How much of the spinon continuum of Sr2CuO3 survives analytic continuation, and what changes it?

The limit. At T = 0 (ħ = 1) QMC yields G(τ) = ∫₀^∞ dω e^(−ωτ) S(q,ω). Since

∫₀^∞ dω e^(−ωτ) ω^(−1/2+is) = Γ(1/2+is) τ^(−1/2−is),

the kernel maps the Mellin function s onto −s. In the L² norms of ω and τ its singular values are σ(s) = |Γ(1/2+is)| = √(π/cosh πs) (McWhirter and Pike, 1978). Take τ sampled densely, noise white in s with size ε relative to the s = 0 component of G, and Mellin amplitudes of S of comparable size. Modes survive while σ(s)/σ(0) > ε, so

cosh(π s_max) = 1/ε², s_max ≈ (2/π) ln(1/ε) + (ln 2)/π.

In x = ln ω the modes are plane waves e^(isx) with |s| < s_max. The sampling theorem gives Δx = π/s_max, so resolvable points obey ω_(n+1)/ω_n = r = exp(π/s_max). For ε = 10⁻⁵, s_max = 7.33 + 0.22 = 7.55 and r = 1.52.

The model. Sr2CuO3 is treated as the chain H = J Σ S_i·S_(i+1), S = 1/2, with an approximate J = 0.24 eV and unit lattice constant. The two-spinon continuum lies between ω_L = (π/2) J sin q and ω_U = πJ sin(q/2), so ω_U/ω_L = sec(q/2), and it holds

N = (s_max/π) ln sec(q/2)

resolution cells. At q = π/2, N = 0.83: the continuum is narrower than one cell.

Reasoning.
Noise: s_max is logarithmic in ε. A decade, which costs 100 times the samples, shifts it by (2/π) ln 10 = 1.47, and N by 19 per cent.
Compound: the kernel depends only on ωτ, so rescaling J leaves r and N unchanged. In KCuF3 (typical J = 34 meV) energies and cell widths shrink by a factor 7.
Momentum: at small q, ln sec(q/2) ≈ q²/8, so halving q should roughly quarter N. Near the zone boundary sec(q/2) ≈ 2/(π − q), and N grows logarithmically.

Calculation.

change        ω_L–ω_U (eV)   s_max   r      N
reference     0.38–0.53      7.55    1.52   0.83
ε = 10⁻⁶      0.38–0.53      9.02    1.42   0.99
ε = 10⁻⁴      0.38–0.53      6.08    1.68   0.67
KCuF3         0.053–0.076    7.55    1.52   0.83
q = π/4       0.27–0.29      7.55    1.52   0.19
q = 0.9π      0.12–0.74      7.55    1.52   4.5

Signs and sizes follow the reasoning. A decade in noise buys 0.16 cell. The first cell, of width (r − 1)ω_L, narrows from 0.19 eV to 28 meV in KCuF3 with no gain in line-shape information. Among these changes momentum is by far the strongest.

Temperature. At finite β, G(τ) = G(β − τ), so independent data end at τ = β/2. This cut is harmless if the slowest decay has sunk into the noise there, e^(−βω_L/2) < ε, or k_B T < ω_L/[2 ln(1/ε)]. The model gives 190 K for the reference, 59 K at q = 0.9π and 27 K for KCuF3 at q = π/2. Above these temperatures long-τ data are lost and the table is optimistic.

Known support. The limit assumes S may lie anywhere on (0,∞), and dropping this assumption outweighs a decade of noise. The squared singular values belong to the kernel ∫dτ e^(−(ω+ω′)τ) = 1/(ω+ω′), which in x, with weight √(ωω′), reads 1/[2 cosh((x−x′)/2)]; its Fourier transform is π/cosh πs. Confining S to [ω_L, ω_U] restricts x to a length ln sec(q/2) and makes the spectrum discrete, so the count should rise. Diagonalisation at q = π/2 puts the fourth and fifth singular values at 1×10⁻⁴ and 4×10⁻⁶ of the first: four modes survive against N = 0.83. The gain is only as good as the prior. Four-spinon states extend above ω_U, so a hard upper edge is not exact, and four is the model's optimistic count.